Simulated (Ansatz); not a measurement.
## Ligand exchange: C2H3IO + GeH3(NH2) → C2H5NO + GeH3I

Species: C2H3IO (acetyl iodide) `CC(=O)I`, singlet; GeH3(NH2), singlet; C2H5NO (acetamide) `CC(N)=O`, singlet; GeH3I `[GeH3][I]`, singlet. The partners trade I for NH2: C–I and Ge–NH2 bonds give way to C–NH2 and Ge–I.

Shapes, held fixed at every level: PBE0-D4/def2-TZVP. Flexible molecules stand in one conformer, not always the lowest. Programs: Ansatz 0.2.0. The zero-point and thermal change to 298 K, harmonic and unscaled (PBE0-D4/def2-TZVP), is +5.4 kJ/mol.

```json
{"level": "r2SCAN-D4/def2-TZVPP", "kind": "meta-GGA", "ΔH(298 K) (kJ/mol)": "-114.0", "less CCSD(T)/def2-TZVPP": "-6.0", "CPU time (sum over the molecules)": "35 s"}
{"level": "B3LYP-D4/def2-TZVPP", "kind": "global hybrid", "ΔH(298 K) (kJ/mol)": "-114.2", "less CCSD(T)/def2-TZVPP": "-6.2", "CPU time (sum over the molecules)": "26 s"}
{"level": "PBE0-D4/def2-TZVPP", "kind": "global hybrid", "ΔH(298 K) (kJ/mol)": "-125.7", "less CCSD(T)/def2-TZVPP": "-17.7", "CPU time (sum over the molecules)": "19 s"}
{"level": "r2SCAN0-D4/def2-TZVPP", "kind": "global hybrid", "ΔH(298 K) (kJ/mol)": "-128.1", "less CCSD(T)/def2-TZVPP": "-20.1", "CPU time (sum over the molecules)": "34 s"}
{"level": "MP2/def2-SVP", "kind": "perturbation theory", "ΔH(298 K) (kJ/mol)": "-123.9", "less CCSD(T)/def2-TZVPP": "-15.9", "CPU time (sum over the molecules)": "–"}
{"level": "CCSD(T)/def2-SVP", "kind": "coupled cluster or CI", "ΔH(298 K) (kJ/mol)": "-125.3", "less CCSD(T)/def2-TZVPP": "-17.3", "CPU time (sum over the molecules)": "29 s"}
{"level": "CCSD(T)/def2-TZVPP", "kind": "coupled cluster or CI", "ΔH(298 K) (kJ/mol)": "-108.0", "less CCSD(T)/def2-TZVPP": "0.0", "CPU time (sum over the molecules)": "8.5 min"}
```

The highest level, CCSD(T)/def2-TZVPP, gives ΔH(298 K) = -108.0 kJ/mol; the levels span -128.1 to -108.0. The column of differences is taken from that level and isn't an error. No measured value is set beside it here. For atoms past krypton def2 sets carry core potentials with scalar relativity. Relativity is left out for Ge unless named. Correlated rows may include outer-core shells of Ge, I, which these sets cover unevenly. Times are processor times on shared x86 and Arm servers, and rough.

The exchange is strongly exothermic at every level, so its direction is secure even though its magnitude is not. The main driving force is probably the acyl side. Acetyl iodide has a long, weak C–I bond with poor overlap between the iodine lone pairs and the carbonyl π* orbital, whereas the nitrogen lone pair in acetamide delocalises effectively into that orbital and strengthens the C–N bond. Germanium gives up a polar Ge–N bond for a Ge–I bond, but it has no comparable π resonance to lose, so the amide gain dominates.

In the small basis, MP2 and CCSD(T) nearly coincide, at -123.9 and -125.3 kJ/mol, while enlarging the basis brings CCSD(T) to -108.0 kJ/mol. The basis therefore matters far more here than correlation beyond second order. Hybrid character alone does not order the functionals, since B3LYP falls beside r2SCAN rather than with PBE0 and r2SCAN0. With so large a basis shift, the closeness of r2SCAN and B3LYP to the highest level does not establish their accuracy.
